**The price of one wrong atom in boron phosphide**

In BP every boron atom is bonded to four phosphorus atoms, and every phosphorus atom to four borons. The table gives the cost of removing, replacing or adding a single atom, calculated with the PBE functional. The formation energy takes added atoms from their pure elements and returns removed atoms to theirs. The largest move is the farthest shift of any atom as the crystal relaxes. Spin was switched off for aluminium, thallium and boron on a phosphorus site, so their zero moments are imposed. The fractional moments come from partly filled bands in a small cell with a coarse k mesh, and don't count local spins. A larger cell or finer mesh could shift the energies too; this wasn't tested.

Neutral point defects in zincblende BP (a = 4.548 Å), 32 host atoms per supercell, relaxed at fixed cell and symmetry with Ansatz 0.2.0 (PBE, scalar-relativistic plane-wave PAW, 420 eV cutoff, 0.01 eV Gaussian smearing). Runs are spin-polarized except those for Al and Tl on B sites and B on P sites. Formation energies refer to the elements' standard states.

```csv
defect kind,removed element,added element,defect place (fraction of the host cell vector),k mesh,k shift,formation energy (eV),defect moment (μB),largest move (Å),nearest distance before (Å)
interstitial,none,H,"(0.75, 0.75, 0.75)",2×2×2,"(0.5, 0.5, 0.5) mesh steps",2.94,1.00,0.019,1.969
interstitial,none,B,"(0.5, 0.5, 0.5)",2×2×2,"(0.5, 0.5, 0.5) mesh steps",7.30,1.00,0.067,1.969
interstitial,none,P,"(0.5, 0.5, 0.5)",3×3×3,"(0, 0, 0) mesh steps",10.68,1.30,0.240,1.969
substitution,B,Be,"(0, 0, 0)",2×2×2,"(0.5, 0.5, 0.5) mesh steps",1.79,0.50,0.094,1.969
substitution,B,C,"(0, 0, 0)",2×2×2,"(0.5, 0.5, 0.5) mesh steps",2.51,0.50,0.028,1.969
substitution,B,Al,"(0, 0, 0)",2×2×2,"(0.5, 0.5, 0.5) mesh steps",2.06,0.00,0.243,1.969
substitution,B,Cr,"(0, 0, 0)",2×2×2,"(0.5, 0.5, 0.5) mesh steps",3.73,1.00,0.196,1.969
substitution,B,Co,"(0, 0, 0)",2×2×2,"(0.5, 0.5, 0.5) mesh steps",2.61,2.00,0.145,1.969
substitution,B,Ni,"(0, 0, 0)",2×2×2,"(0.5, 0.5, 0.5) mesh steps",2.75,3.00,0.160,1.969
substitution,B,Tl,"(0, 0, 0)",3×3×3,"(0, 0, 0) mesh steps",5.89,0.00,0.381,1.969
substitution,P,B,"(0.25, 0.25, 0.25)",2×2×2,"(0.5, 0.5, 0.5) mesh steps",4.07,0.00,0.110,1.969
vacancy,B,none,"(0, 0, 0)",2×2×2,"(0.5, 0.5, 0.5) mesh steps",4.28,1.50,0.043,1.969
```

**(a) Can counting bonds account for the cost of an empty boron site? Freeing one atom from elemental phosphorus takes roughly 3.4 eV (a recalled value), and forming BP from its elements releases 0.86 eV per B–P pair.**

*Solution.* The crystal has four bonds per B–P pair, and pulling out one boron atom cuts four bonds. Removing it as a free atom therefore costs the whole binding energy of a pair: the energy to free one boron from its element, plus the same for phosphorus, plus the heat of formation. The removed atom then joins solid boron, which pays back the boron term. What remains is 3.4 + 0.86 ≈ 4.3 eV.

The table has 4.28 eV, and the estimate contains no adjustable constant. Such close agreement is better than the model deserves, since the recalled energy may be off by some tenths of an eV. The computed value isn't exact either: the moment of 1.5 μB shows that the vacancy's levels are filled differently at different k points. The neighbours were also kept in their symmetric arrangement, and a distortion could lower the cost.

**(b) Why do substitutes on the boron site not simply rank by size?**

*Solution.* Build the defect in three steps: open the site, free the new atom from its element, and drop it in. Then

formation energy = cost of the empty site + energy to free the atom − energy gained in the site.

With recalled energies for the second term, the table yields the third. The cycle thus sorts the costs but doesn't predict them; the printed output lists the results.

Carbon gains about 9 eV in the site, nearly as much as boron itself, but takes about 7 eV to free from its element. Beryllium gains only about 6 eV, but takes only about 3 eV to free. Carbon's cost comes from the strong bonds it leaves behind, beryllium's from the weaker ones it makes.

Size alone misses this. A strain energy growing with the square of the largest move, scaled to the thallium row, comes near the aluminium value but gives carbon almost no cost, against 2.51 eV in the table. Aluminium also pushes its neighbours farther than cobalt or nickel does, yet is cheaper than both. All three gain roughly 6 eV in the site, but aluminium is easier to free from its metal.

Thallium is where size does tell. It has three valence electrons, like aluminium, but costs 3.8 eV more. Relaxation around it releases 9.7 eV, a sign of severe crowding, and still leaves it dearer than the empty site. Theory adds a second reason: thallium holds its 6s electrons tightly and so bonds weakly to phosphorus.

Chromium costs about 1 eV more than cobalt or nickel. The moments of 1, 2 and 3 μB fit atoms that give three electrons to bonds and fill the lower d level, which bonds little, before the upper one. Chromium isn't harder to free from its metal than they are; it gains over 1 eV less in the site. The six parallel spins of a free chromium atom make it unusually stable, but that lowers both energies alike and cancels from the cost. What counts is the metal against the site. A likely reason for the high cost is that chromium's d electrons bond strongly in the metal, where the d band is about half full, but only little in the site. The search for other spin states was light, so a cheaper one may have been missed, and PBE itself tends to favour low spin.

For doping, beryllium brings one electron too few (an acceptor) and carbon one too many (a donor). If the dopants still come from their pure elements, growth in excess phosphorus makes both cheaper by 0.86 eV, because the displaced boron can form more BP. The empty boron site gains equally, while boron on a phosphorus site rises from 3.2 eV in excess boron to 4.9 eV. The beryllium value is probably some tenths of an eV too high, as the k mesh misses the top of the valence band, where the hole belongs. Boron on a phosphorus site has four boron neighbours and lacks two electrons for the bonds to them, which is a likely part of its cost. With two holes the same fault weighs more there, and both of its values may be more than 1 eV too high.

**(c) Added atoms sit in cages between the host atoms. How much of their cost comes from the cage?**

*Solution.* No site has to be opened here, so subtract only the energy to free the atom. For hydrogen, that is half the bond energy of H₂, about 2.3 eV, and only 0.6 eV is left. The cage is hardly disturbed. The cell holds one unpaired electron, though the total moment can't show how much of it stays on hydrogen. Its price is mostly that of breaking the molecule.

Boron's 7.30 eV is likewise mostly the price of leaving its solid; the cage accounts for about 1.5 eV. Phosphorus is different: about 7 eV of its 10.68 eV remains after the atom has been freed. A likely reason is that the host atoms already use all their valences in bonds, so the outer p electrons of an added atom find no partners. Boron brings one such electron, phosphorus three, and phosphorus is also the larger atom. In both cells the highest electrons lie about half an eV above the host's lowest empty level, which fits this picture.

These costs belong to the symmetric cages, which have boron atoms at the corners for hydrogen and phosphorus atoms for the other two. An added atom might instead share a lattice site with a host atom or sit within a bond. How much of phosphorus's 7 eV would survive there is the open question.

Output of the analysis:

```
Energy released when BP forms from its elements, eV per B-P pair: 0.8633
Boron vacancy predicted by cutting four bonds, eV: 4.263
Boron vacancy computed, eV: 4.28
Bond energy of BP from rough cohesion, eV per bond: 2.516
Energy to put a free atom into a cage (H, B, P), eV: 0.64, 1.5, 7.28
Energy won by a free atom in the empty B site (Be, C, Al, Cr, Co, Ni, Tl), eV: 5.79, 9.17, 5.62, 4.65, 6.07, 5.93, 0.29
Cost above the empty B site (Be, C, Al, Cr, Co, Ni, Tl), eV: -2.49, -1.77, -2.22, -0.55, -1.67, -1.53, 1.61
Size-only cost scaled from Tl (Be, C, Al, Cr, Co, Ni, Tl), eV: 0.3585, 0.03181, 2.396, 1.559, 0.8531, 1.039, 5.89
Tl cost less Al cost, eV: 3.83
Distance to P if the neighbours move outward most (Al, Tl), A: 2.212, 2.35
Energy released by relaxation around Tl, eV: 9.741
Energy released by relaxation around interstitial P, eV: 2.609
Boron Frenkel pair, far apart, eV: 11.58
B on P site, boron-rich and then phosphorus-rich, eV: 3.207, 4.933
Phosphorus-rich cost on the B site (Be, C, Al, Cr, Co, Ni, Tl), eV: 0.9267, 1.647, 1.197, 2.867, 1.747, 1.887, 5.027
Low-spin moments (Cr, Co, Ni), muB: 1, 2, 3
High-spin moments (Cr, Co, Ni), muB: 3, 4, 3
Host valence top at zone centre above the Fermi level of the Be cell, eV: 0.6986
Fermi level of the C cell below the host conduction edge on the same mesh, eV: 0.1193
```
